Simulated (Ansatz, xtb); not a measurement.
# CH5OSi: which of two isomers lies lower

We compare a, `[CH2][SiH2]O`, a doublet, with b, `CO[SiH2]`, a doublet. Both are isolated molecules in the gas phase, relaxed with B3LYP/6-31G*; the shapes shown needn't be the lowest conformers.

a (Å):

```yaml
atoms:
  - { symbol: C, position_ang: [-0.7620, -3.0489, -1.4054] }
  - { symbol: O, position_ang: [0.5301, -1.9515, 0.9979] }
  - { symbol: Si, position_ang: [0.2585, -1.7069, -0.6342] }
  - { symbol: H, position_ang: [-0.4582, -3.5830, -2.3044] }
  - { symbol: H, position_ang: [-1.7255, -3.3604, -1.0038] }
  - { symbol: H, position_ang: [1.5322, -1.6151, -1.4063] }
  - { symbol: H, position_ang: [-0.4428, -0.3990, -0.6800] }
  - { symbol: H, position_ang: [0.9735, -2.7793, 1.2307] }
```

b (Å):

| atom | x (Å) | y (Å) | z (Å) |
| --- | --- | --- | --- |
| C | -1.1498 | -2.2987 | -1.0510 |
| O | -0.2376 | -2.3945 | 0.0319 |
| Si | 1.3901 | -2.7037 | -0.1568 |
| H | -2.0751 | -1.8540 | -0.6730 |
| H | -1.3811 | -3.2904 | -1.4615 |
| H | -0.7607 | -1.6641 | -1.8596 |
| H | 1.9831 | -1.7698 | -1.1754 |
| H | 2.0002 | -2.4512 | 1.1806 |

Quicker runs give these differences E(b) − E(a): GFN2-xTB −54.8 kJ/mol; HF/STO-3G +30.8 kJ/mol (at GFN2-xTB geometries); r2SCAN-D4/def2-SVP +45.2 kJ/mol (at GFN2-xTB geometries).

**Question.** Estimate E(b) − E(a) at the level CCSD(T)/def2-SVP + ΔMP2/def2-TZVPP.

**Answer.** Calculated at CCSD(T)/def2-SVP + ΔMP2/def2-TZVPP: E(b) − E(a) = +52.6 kJ/mol, so structure a lies lower.

How the difference moves with the method:

```
                             level      geometry  E(b) − E(a) (kJ/mol)  departure from the last row (kJ/mol)  job, with rough time for the two
                          GFN2-xTB      GFN2-xTB                   −54.8                                −107.5              optimisation, 0.23 s
                         HF/STO-3G      GFN2-xTB                   +30.8                                 −21.9              single point, 0.48 s
                r2SCAN-D4/def2-SVP      GFN2-xTB                   +45.2                                  −7.4               single point, 7.3 s
                      B3LYP/6-31G*  B3LYP/6-31G*                   +17.3                                 −35.3             optimisation, 3.5 min
                       HF/def2-SVP  B3LYP/6-31G*                   +60.2                                  +7.6           part of the CCSD(T) run
                      MP2/def2-SVP  B3LYP/6-31G*                   +33.5                                 −19.1           part of the CCSD(T) run
                  CCSD(T)/def2-SVP  B3LYP/6-31G*                   +33.3                                 −19.3                      single point
CCSD(T)/def2-SVP + ΔMP2/def2-TZVPP  B3LYP/6-31G*                   +52.6                                                      single point, 25 s
```

As drawn, b has 1 C–O, 1 C–H in place of 1 C–Si, 1 O–H.

GFN2-xTB puts the two in the other order. The largest departure from CCSD(T)/def2-SVP + ΔMP2/def2-TZVPP is that of GFN2-xTB, 107.5 kJ/mol. The last row adds to CCSD(T) the change of the MP2 difference between the two basis sets, here +19.3 kJ/mol, a large step that makes the value less sure.

With harmonic frequencies from B3LYP/6-31G* (ideal gas, rigid rotor, one conformer each, 298.15 K, 1 atm): on the last row, ΔE + ΔZPE = +62.0, ΔH = +61.3, ΔG = +62.2 kJ/mol.

Open shells are spin-unrestricted. The correlated steps freeze 7 core orbitals. Run with Ansatz 0.2.0, xtb 6.7.1; the last row on 1 thread of Intel(R) Xeon(R) Platinum 8259CL CPU @ 2.50GHz (Skylake/Cascade Lake) on a shared host.

The carbon-centred radical HO–SiH2–CH2 lies below the silicon-centred CH3O–SiH2, and every method except GFN2-xTB agrees on that order. Both isomers keep the Si–O bond, so the preference probably comes mainly from the strong O–H bond in a, which outweighs the extra C–H bond in b, while the exchange of Si–C for C–O matters less. Moving the unpaired electron to silicon, where the radical centre is pyramidal and has more s character, isn't enough to reverse this.

MP2 and CCSD(T) nearly coincide in the small basis, so correlation beyond second order hardly affects the difference. Correlation favours b and the larger basis favours a, so the closeness of HF/def2-SVP to the final value reflects cancellation rather than accuracy. Zero-point energy widens the gap, plausibly because b has a stiffer methyl group and C–O linkage, while entropy contributes little. The energies say nothing about the barrier to interconversion, so b could still persist once formed.
